**A counting rule for the 4p and 4s removal energies of Zr to Zr9+**

The table holds relaxed 4p and 4s removal energies of ten zirconium species from a spherical, spin-polarised, non-relativistic PBE atom. The program fits, for each column, a five-constant rule with one step per lost 5s, 4d or 4p electron and an exchange term per parallel-spin 4p partner, and compares it with Slater's rules and a quadratic in the charge. With constants rounded to 0.5 eV the rule lies within 1.7% of every tabulated value, and leave-one-out errors are 1.52 eV rms for 4p and 1.09 eV rms for 4s. The exchange term accounts for the 4p jump at half-filled Zr7+, but its 4s value shifts from 3.07 to 0.80 eV when one curvature term common to all rows is added. Slater's rules exceed the 4p values by 3% at Zr9+ and by 84% at neutral Zr.

Spherical Kohn-Sham calculations for the Zr atom and its ions with the radks radial solver (version 1) with Libxc: PBE, spin-polarised, non-relativistic, point nucleus. Removal energies are differences of total energies for taking out one 4p or one 4s electron with full relaxation, the remaining ion being filled with parallel spins first.

## Numerical check

```python
# Table: relaxed 4p and 4s removal energies (eV) of Zr..Zr9+, radks spherical KS atom, PBE,
# non-relativistic, spin-polarised. Tested: counting rule (one step per lost 5s/4d/4p electron
# plus exchange per parallel 4p partner) against Slater's rules and a quadratic in charge.
T = {
    'ion': ['Zr', 'Zr+', 'Zr2+', 'Zr3+', 'Zr4+', 'Zr5+', 'Zr6+', 'Zr7+', 'Zr8+', 'Zr9+'],
    'Z': [40, 40, 40, 40, 40, 40, 40, 40, 40, 40],
    'charge': [0, 1, 2, 3, 4, 5, 6, 7, 8, 9],  # e
    'N': [40, 39, 38, 37, 36, 35, 34, 33, 32, 31],
    'configuration': ['[Kr] (4d up)3 (5s up)1', '[Kr] (4d up)3', '[Kr] (4d up)2', '[Kr] (4d up)1', '[Ar] 3d10 4s2 4p6', '[Ar] 3d10 4s2 (4p up)3 (4p down)2', '[Ar] 3d10 4s2 (4p up)3 (4p down)1', '[Ar] 3d10 4s2 (4p up)3', '[Ar] 3d10 4s2 (4p up)2', '[Ar] 3d10 4s2 (4p up)1'],
    'removal_energy_4p': [33.379, 40.449, 52.282, 65.685, 80.334, 96.218, 112.37, 134.3, 152.13, 170.08],  # eV
    'removal_energy_4s': [53.66, 60.745, 72.817, 86.524, 101.53, 117.94, 134.63, 151.56, 171.26, 191.5],  # eV
    'first': ['5s', '4d', '4d', '4d', '4p', '4p', '4p', '4p', '4p', '4p'],
}
import re
import numpy as np
from scipy.constants import physical_constants as pc
Ry = pc['Rydberg constant times hc in eV'][0]
ion = T['ion']; q = np.array(T['charge'], float); Z = float(T['Z'][0]); n = len(ion)
I = {'4p': np.array(T['removal_energy_4p'], float), '4s': np.array(T['removal_energy_4s'], float)}
def occ(c, lab):
    m = re.search(r'\(' + lab + r'\)(\d+)', c)
    return int(m.group(1)) if m else 0
cf = T['configuration']
full = [('[Kr]' in c or '4p6' in c) for c in cf]
up = np.array([3 if f else occ(c, '4p up') for c, f in zip(cf, full)])
dn = np.array([3 if f else occ(c, '4p down') for c, f in zip(cf, full)])
nd = np.array([occ(c, '4d up') for c in cf]); ns = np.array([occ(c, '5s up') for c in cf])
m = {'4p': np.where(dn > 0, dn - 1, up - 1), '4s': dn}; m0 = {'4p': 2, '4s': 3}
def slE(a, d, s):  # Slater's rules, n* = 3.7 (n=4) and 4.0 (n=5)
    e = a * ((Z - 10 - 0.85 * 18 - 0.35 * (a - 1)) / 3.7) ** 2
    e += d * ((Z - 28 - a - 0.35 * (d - 1)) / 3.7) ** 2
    e += s * ((Z - 28 - 0.85 * (a + d) - 0.35 * (s - 1)) / 4.0) ** 2
    return -Ry * e
sl = np.array([slE(1 + u + w, d, s) - slE(2 + u + w, d, s) for u, w, d, s in zip(up, dn, nd, ns)])
fit = lambda A, y: np.linalg.lstsq(A, y, rcond=None)[0]
def rep(r, y):
    j = np.argmax(abs(r)); k = np.argmax(abs(r / y))
    return f"rms {np.sqrt(np.mean(r**2)):.2f} eV, worst {r[j]:+.2f} eV {ion[j]}, {100*r[k]/y[k]:+.1f}% {ion[k]}"
gap = I['4s'] - I['4p']; st = {s: np.diff(I[s], prepend=np.nan) for s in I}
print("rounding floor: 0.0005 eV below 100 eV, 0.005 eV above; residual = model - table")
print("ion first n4d n5s n4p m4p m4s step4p step4s 4s-4p Slater (eV)")
for i in range(n):
    print(f"{ion[i]} {T['first'][i]} {nd[i]} {ns[i]} {up[i]+dn[i]} {m['4p'][i]} {m['4s'][i]} "
          f"{st['4p'][i]:.2f} {st['4s'][i]:.2f} {gap[i]:.2f} {sl[i]:.1f}")
P = {}; R = {}; K = {}
for s in I:
    y = I[s]
    A = np.c_[np.ones(n), -nd, -ns, 6 - up - dn, m[s] - m0[s]].astype(float)
    p = fit(A, y); pr = np.round(2 * p) / 2; P[s] = A @ pr; R[s] = (A, pr); K[s] = p[4]
    print(f"{s} fit I0,Ud,Us,Up,K (eV): " + " ".join(f"{v:.2f}" for v in p) + " | rounded " + " ".join(f"{v:.1f}" for v in pr))
    print(f"{s} fitted rule: " + rep(A @ p - y, y))
    print(f"{s} rounded rule: " + rep(P[s] - y, y))
    loo = np.array([0.0] + [A[i] @ fit(np.delete(A, i, 0), np.delete(y, i)) - y[i] for i in range(1, n)])
    j = np.argmax(abs(loo))
    print(f"{s} leave-one-out (not Zr, it fixes Us): rms {np.sqrt(np.mean(loo[1:]**2)):.2f}, worst {loo[j]:+.2f} eV {ion[j]}")
    print(f"{s} rule without K: " + rep(A[:, :4] @ fit(A[:, :4], y) - y, y))
    B = np.c_[A, q**2]; pb = fit(B, y)
    print(f"{s} rule + c q^2: c {pb[5]:.2f} Up {pb[3]:.2f} K {pb[4]:.2f}; " + rep(B @ pb - y, y))
    print(f"{s} quadratic in q: " + rep(np.polyval(np.polyfit(q, y, 2), q) - y, y))
    print(f"{s} Slater: " + rep(sl - y, y))
    print(f"{s} implied e^2/U (bohr) 4d,5s,4p: " + " ".join(f"{2*Ry/v:.1f}" for v in p[1:4]))
print("ion | rounded rule 4p, resid eV, % | 4s, resid eV, % | Slater vs 4p %")
for i in range(n):
    t = " | ".join(f"{P[s][i]:.1f} {P[s][i]-I[s][i]:+.2f} {100*(P[s][i]/I[s][i]-1):+.1f}" for s in I)
    print(f"{ion[i]} | {t} | {100*(sl[i]/I['4p'][i]-1):+.0f}")
for name in ('Zr2+', 'Zr7+'):
    i = ion.index(name)
    print(f"worked {name}: " + "; ".join(s + " " + " ".join(f"{v+0.0:+.1f}" for v in R[s][0][i] * R[s][1])
          + f" = {P[s][i]:.1f} (table {I[s][i]:.2f})" for s in I))
assert np.all(gap > 0) and all(np.all(st[s][1:] > 0) for s in I)
assert ion[int(np.nanargmax(st['4p']))] == 'Zr7+' and ion[int(np.argmin(gap))] == 'Zr7+'
assert all((f == '4p') == (c >= 4) for f, c in zip(T['first'], q))
assert K['4p'] > 0 and K['4s'] > 0
```

Running it gives:

```
rounding floor: 0.0005 eV below 100 eV, 0.005 eV above; residual = model - table
ion first n4d n5s n4p m4p m4s step4p step4s 4s-4p Slater (eV)
Zr 5s 3 1 6 2 3 nan nan 20.28 61.5
Zr+ 4d 3 0 6 2 3 7.07 7.09 20.30 66.0
Zr2+ 4d 2 0 6 2 3 11.83 12.07 20.53 72.1
Zr3+ 4d 1 0 6 2 3 13.40 13.71 20.84 79.7
Zr4+ 4p 0 0 6 2 3 14.65 15.01 21.20 88.6
Zr5+ 4p 0 0 5 1 2 15.88 16.41 21.72 104.5
Zr6+ 4p 0 0 4 0 1 16.15 16.69 22.26 121.0
Zr7+ 4p 0 0 3 2 0 21.93 16.93 17.26 138.3
Zr8+ 4p 0 0 2 1 0 17.83 19.70 19.13 156.3
Zr9+ 4p 0 0 1 0 0 17.95 20.24 21.42 175.1
4p fit I0,Ud,Us,Up,K (eV): 79.09 13.07 6.51 18.67 1.60 | rounded 79.0 13.0 6.5 18.5 1.5
4p fitted rule: rms 0.67 eV, worst -1.24 eV Zr4+, -1.5% Zr4+
4p rounded rule: rms 0.77 eV, worst -1.58 eV Zr9+, -1.7% Zr4+
4p leave-one-out (not Zr, it fixes Us): rms 1.52, worst -2.33 eV Zr4+
4p rule without K: rms 1.12 eV, worst +2.70 eV Zr6+, +2.4% Zr6+
4p rule + c q^2: c 0.31 Up 14.61 K 1.60; rms 0.28 eV, worst +0.46 eV Zr2+, -1.1% Zr+
4p quadratic in q: rms 1.43 eV, worst -2.87 eV Zr7+, -5.5% Zr
4p Slater: rms 15.18 eV, worst +28.15 eV Zr, +84.3% Zr
4p implied e^2/U (bohr) 4d,5s,4p: 2.1 4.2 1.5
4s fit I0,Ud,Us,Up,K (eV): 100.89 13.64 6.31 19.94 3.07 | rounded 101.0 13.5 6.5 20.0 3.0
4s fitted rule: rms 0.47 eV, worst +0.80 eV Zr2+, -1.3% Zr+
4s rounded rule: rms 0.63 eV, worst +1.18 eV Zr2+, +1.6% Zr2+
4s leave-one-out (not Zr, it fixes Us): rms 1.09, worst -2.47 eV Zr+
4s rule without K: rms 1.14 eV, worst +2.10 eV Zr7+, -1.7% Zr4+
4s rule + c q^2: c 0.44 Up 12.81 K 0.80; rms 0.31 eV, worst -0.46 eV Zr5+, -0.7% Zr+
4s quadratic in q: rms 0.98 eV, worst -1.80 eV Zr, -3.4% Zr
4s Slater: rms 11.57 eV, worst -16.43 eV Zr9+, +14.7% Zr
4s implied e^2/U (bohr) 4d,5s,4p: 2.0 4.3 1.4
ion | rounded rule 4p, resid eV, % | 4s, resid eV, % | Slater vs 4p %
Zr | 33.5 +0.12 +0.4 | 54.0 +0.34 +0.6 | +84
Zr+ | 40.0 -0.45 -1.1 | 60.5 -0.24 -0.4 | +63
Zr2+ | 53.0 +0.72 +1.4 | 74.0 +1.18 +1.6 | +38
Zr3+ | 66.0 +0.31 +0.5 | 87.5 +0.98 +1.1 | +21
Zr4+ | 79.0 -1.33 -1.7 | 101.0 -0.53 -0.5 | +10
Zr5+ | 96.0 -0.22 -0.2 | 118.0 +0.06 +0.1 | +9
Zr6+ | 113.0 +0.63 +0.6 | 135.0 +0.37 +0.3 | +8
Zr7+ | 134.5 +0.20 +0.1 | 152.0 +0.44 +0.3 | +3
Zr8+ | 151.5 -0.63 -0.4 | 172.0 +0.74 +0.4 | +3
Zr9+ | 168.5 -1.58 -0.9 | 192.0 +0.50 +0.3 | +3
worked Zr2+: 4p +79.0 -26.0 +0.0 +0.0 +0.0 = 53.0 (table 52.28); 4s +101.0 -27.0 +0.0 +0.0 +0.0 = 74.0 (table 72.82)
worked Zr7+: 4p +79.0 +0.0 +0.0 +55.5 +0.0 = 134.5 (table 134.30); 4s +101.0 +0.0 +0.0 +60.0 -9.0 = 152.0 (table 151.56)
```
